\section*{Locating Maxwell--Calladine zero modes: work against accuracy}

\subsection*{Statement}

A frame with $dN$ displacement coordinates and $N_b$ bonds has bond extensions $e=Cu$. Its zero modes ($Cu=0$) and states of self-stress ($C^Tt=0$) obey the Maxwell--Calladine count
\begin{equation}
N_0-N_{ss}=dN-N_b .
\end{equation}
Take a quasi-one-dimensional isostatic lattice with $n$ coordinates and $n$ bonds per cell of length $a$, with $e_j=Au_j+Bu_{j+1}$, real $A$ and $B$, and
\begin{equation}
C(z)=A+Bz,\qquad z=e^{iq},
\end{equation}
where $q$ is in units of $1/a$ and $\det C\neq0$ on $|z|=1$. An open strip of $N$ cells of coordinates and $N-1$ cells of bonds has $n$ zero modes. Of these, $\nu$ sit at the left end and $n-\nu$ at the right end, where $\nu$ is the winding number of $\det C$. The split refers to this assignment of bonds to cells and this termination.

In the Kane--Lubensky chain, rotors of arm $r$ pivot at spacing $a$, point alternately up and down, and tilt by $\theta$ from the normal towards $+x$, with $|\theta|<90^\circ$. Springs join neighbouring tips, and each rotor has one coordinate. The single zero mode obeys
\begin{equation}
\frac{u_{j+1}}{u_j}=\lambda=\frac{p}{m},\qquad p=a+2r\sin\theta,\quad m=a-2r\sin\theta,\qquad \xi=\frac{a}{|\ln|\lambda||},
\end{equation}
and lies at the right end for $\theta>0$ ($\nu=0$) and at the left end for $\theta<0$ ($\nu=1$). For $r/a=0.8$ and $\theta=45^\circ$, $2r\sin\theta=1.1314\,a$, $\lambda=-16.22$ and $\xi=0.3589\,a$. The mode alternates in sign because $m<0$.

The computational targets are $\nu$ and $\tau$, the sum of the roots of $\det C$ inside the unit circle plus the reciprocals of those outside. For the chain $\tau=x$ with $|x|=e^{-a/\xi}$, here $x=1/\lambda=-0.06164$. A small relative deviation $\delta$ of $\tau$ shifts $\xi$ by the fraction $\delta\,\xi/a$. Work $W$ is the leading term in units of $n^3$ real multiply--adds for dense blocks, and memory is in real words.

\begin{center}
\begin{tabular}{llll}
method & $W$ & memory & $\delta$ on the chain\\ \hline
A: mesh of $M\ge3$ wave vectors & $(2M-2)/3$ even, $(2M-1)/3$ odd & $4n^2$ & $\approx x^{M-2}/(M-1)$\\
B: recursion over $N$ cells & $7(N+2)/6$ & $5n^2$ & $\approx -x^{2N}(1-x^2)$\\
C: all roots of the pencil & $19/3$ & $2n^2$ & rounding\\
\end{tabular}
\end{center}

The count for C contains a typical cost of the QR eigenvalue iteration. The mesh undercuts C for $M\le10$ only. At $45^\circ$ it is the cheapest method for every tolerance from $10^{-2}$ to $10^{-10}$, and C takes over at $10^{-12}$.

\subsection*{Count, winding and exact solution}

Rank--nullity gives $N_0=dN-\operatorname{rank}C$ and $N_{ss}=N_b-\operatorname{rank}C^T$. The ranks are equal, and subtraction gives the count. On the open strip a self-stress obeys $A^Tt_j+B^Tt_{j-1}=0$ on every cell, that is $C^T(z)\sum_jt_jz^{j}=0$ for all $z$. Since $\det C\neq0$ on $|z|=1$, this forces $t=0$. Hence $N_0=nN-n(N-1)=n$. These modes are $u_j\propto z^j$ at the $n$ roots of $\det C$, counted with multiplicity and with roots at infinity included. The polynomial $\det C$ has no poles, so its winding counts the roots with $|z|<1$, which decay away from the left end.

The spring length follows from the tip positions $(ja+r\sin\theta_j,\,\pm r\cos\theta_j)$:
\begin{equation}
\ell_j^2=[a+r(\sin\theta_{j+1}-\sin\theta_j)]^2+r^2(\cos\theta_j+\cos\theta_{j+1})^2 .
\end{equation}
With $u_j=r\,\delta\theta_j$ and $\ell^2=a^2+4r^2\cos^2\theta$,
\begin{equation}
e_j=\frac{\cos\theta}{\ell}\,(m\,u_{j+1}-p\,u_j).
\end{equation}
The prefactor is dropped below. Then $C=mz-p$ has the one root $\lambda$, and $|p|>|m|$ exactly when $\theta>0$. The scalar chain needs one division. To test block solvers it is embedded in a cell with $n-1$ further coordinates tied by bonds inside the cell and mixed by orthogonal matrices, which leaves $\det C\propto mz-p$ and $\tau=x$. The solvers treat the blocks as dense.

The dynamical matrix for unit masses and springs is $D=C^\dagger C=\mathsf a-\mathsf bz-\mathsf b^T/z$, with $\mathsf a=A^TA+B^TB$ and $\mathsf b=-A^TB$. Let $s=\mathsf a-\mathsf bs^{-1}\mathsf b^T$ be the stiffness block of the first cell of a half-lattice whose left neighbour is pinned, and $T=s^{-1}\mathsf b^T$ the map that carries its decaying static response from cell to cell. Then $D=(1-zT^T)\,s\,(1-T/z)$ and
\begin{equation}
\ln\det D=\ln\det s-\sum_{k\ge1}\frac{\operatorname{tr}T^k}{k}\,(z^k+z^{-k}).
\end{equation}
The eigenvalues of $T$ are the roots of $\det C(z)\det C(1/z)$ inside the circle, so $\tau=\operatorname{tr}T$.

\subsection*{Method A: mesh}

On $q_j=2\pi j/M$ one LU factorisation gives $\det C(q_j)$. The estimate is
\begin{equation}
\tau_M=-\frac{2}{M}\sum_{j=0}^{M-1}\cos q_j\,\ln|\det C(q_j)| .
\end{equation}
Since $2\cos q\cos kq=\cos(k-1)q+\cos(k+1)q$, the mesh average keeps every $k\equiv\pm1 \pmod M$, so on the chain
\begin{equation}
\delta_A=\sum_{l\ge1}\left[\frac{x^{lM-2}}{lM-1}+\frac{x^{lM}}{lM+1}\right].
\end{equation}
The index is the sum of the principal phase steps of $\det C$ over $2\pi$. For one root each step is the angle that a chord subtends at $\lambda$, so the sum is the winding of the inscribed polygon about $\lambda$. It is exact for $|\lambda|>1$ and for $|\lambda|<\cos(\pi/M)$, and $M=3$ suffices at $\pm45^\circ$. With several roots the steps add and must stay below $\pi$, which needs at least $M>2\nu$.

An LU factorisation costs $\sum_k k^2\to n^3/3$, and four times that in complex arithmetic. Because $\det C(z^*)=[\det C(z)]^*$, an even mesh needs two real and $M/2-1$ complex factorisations, and an odd mesh one real and $(M-1)/2$ complex. Storage holds $A$, $B$ and one complex block.

\subsection*{Method B: recursion}

Eliminating the cells of a pinned strip one at a time gives $s_1=\mathsf a$, $s_{N+1}=\mathsf a-\mathsf bs_N^{-1}\mathsf b^T$ and $\tau_N=\operatorname{tr}(s_N^{-1}\mathsf b^T)$. For $\theta>0$, $\mathsf a=p^2(1+x^2)$ and $\mathsf b=p^2x$, and induction gives
\begin{equation}
s_N=p^2\frac{1-x^{2N+2}}{1-x^{2N}},\qquad \delta_B=-\frac{x^{2N}(1-x^2)}{1-x^{2N+2}} .
\end{equation}
The bulk blocks do not change under $p\leftrightarrow m$, so the side comes from the free end. The left-end stiffness $K=A^TA-\mathsf bs^{-1}\mathsf b^T$ has nullity $\nu$. On the chain it is $p^2-m^2$ for $\theta>0$ and zero for $\theta<0$, approached as $x^{2N}$.

Forming $\mathsf a$ and $\mathsf b$ costs $\tfrac12+\tfrac12+1=2$. A step needs the Cholesky factor $L$ ($\tfrac16$), $Y=L^{-1}\mathsf b^T$ ($\tfrac12$) and $Y^TY$ ($\tfrac12$), in all $\tfrac76$. The closing stage repeats these and adds $L^{-1}$ for the trace ($\tfrac16$) and a pivoted Cholesky rank test of $K$ ($\tfrac16$), in all $\tfrac32$. The sum $2+\tfrac76(N-1)+\tfrac32$ is $\tfrac76(N+2)$. Storage holds $\mathsf a$, $\mathsf b$, $A^TA$, $L$ and $Y$.

\subsection*{Method C: roots}

The gap makes $C(1)=A+B$ invertible even when $A$ or $B$ is singular. From $C(z)=C(1)+(z-1)B$ the roots are $z=1+1/\mu$, with $\mu$ the eigenvalues of $-C(1)^{-1}B$. The factorisation and $n$ solves cost $\tfrac13+1$. Eigenvalues by Hessenberg reduction and QR iteration take typically $10n^3$ floating-point operations, or 5 units, for a total of $19/3=6.33$. Both steps overwrite their input. The deviation is the unit roundoff, $1.1\times10^{-16}$ in double precision, times a condition factor.

\subsection*{Values at $r/a=0.8$, $\theta=45^\circ$}

\begin{center}
\begin{tabular}{lcc|lcc}
setting & $W$ & $|\delta|$ & setting & $W$ & $|\delta|$\\ \hline
A, $M=3$ & 1.67 & $3.09\times10^{-2}$ & A, $M=9$ & 5.67 & $4.24\times10^{-10}$\\
A, $M=4$ & 2.00 & $1.27\times10^{-3}$ & A, $M=10$ & 6.00 & $2.32\times10^{-11}$\\
A, $M=5$ & 3.00 & $5.87\times10^{-5}$ & B, $N=1$ & 3.50 & $3.78\times10^{-3}$\\
A, $M=6$ & 3.33 & $2.89\times10^{-6}$ & B, $N=2$ & 4.67 & $1.44\times10^{-5}$\\
A, $M=7$ & 4.33 & $1.49\times10^{-7}$ & B, $N=3$ & 5.83 & $5.46\times10^{-8}$\\
A, $M=8$ & 4.67 & $7.86\times10^{-9}$ & B, $N=4$ & 7.00 & $2.08\times10^{-10}$\\
\end{tabular}
\end{center}

Per unit of work, $-\ln|\delta|$ grows asymptotically by $1.5\,a/\xi$ for A and by $\tfrac{12}{7}a/\xi=1.71\,a/\xi$ for B. The recursion has the steeper slope, but its fixed cost keeps it behind the mesh until both have passed the cost of C.

\subsection*{Choices}

\begin{center}
\begin{tabular}{lll|lll}
tolerance & cheapest & $W$ & budget & best & $|\delta|$\\ \hline
$10^{-2}$ & A, $M=4$ & 2.00 & $W\le2$ & A, $M=4$ & $1.27\times10^{-3}$\\
$10^{-4}$ & A, $M=5$ & 3.00 & $W\le4$ & A, $M=6$ & $2.89\times10^{-6}$\\
$10^{-6}$ & A, $M=7$ & 4.33 & $W\le6$ & A, $M=10$ & $2.32\times10^{-11}$\\
$10^{-10}$ & A, $M=10$ & 6.00 & $W\le7$ & C & rounding\\
$10^{-12}$ & C & 6.33 & & &\\
\end{tabular}
\end{center}

The index alone costs 1.67. The saving of A over C is a factor 3.17 at $10^{-2}$ and only 1.06 at $10^{-10}$, a margin that rests on the typical QR count, since the number of iterations varies with the matrix. A memory budget below $4n^2$ words leaves C alone.

Two changes of setting move the choices. If $A$ and $B$ are sparse enough that the set-up of B is negligible, its costs fall to 1.50, 2.67, 3.83 and 5.00 for $N=1$ to 4. With the dense counts kept elsewhere, B then takes the tolerances $10^{-2}$, $10^{-4}$ and $10^{-6}$ by factors of at most 1.33, while $10^{-10}$ needs $N=5$ at 6.17 and stays with A. If the gap is small, both series converge slowly. At $\theta=5^\circ$, $x=0.7552$ and $\xi=3.56\,a$. The best settings below the cost of C give $|\delta|=1.78\times10^{-2}$ ($M=10$) and $8.92\times10^{-2}$ ($N=3$), so C is the cheapest method for any tolerance of $10^{-2}$ or tighter.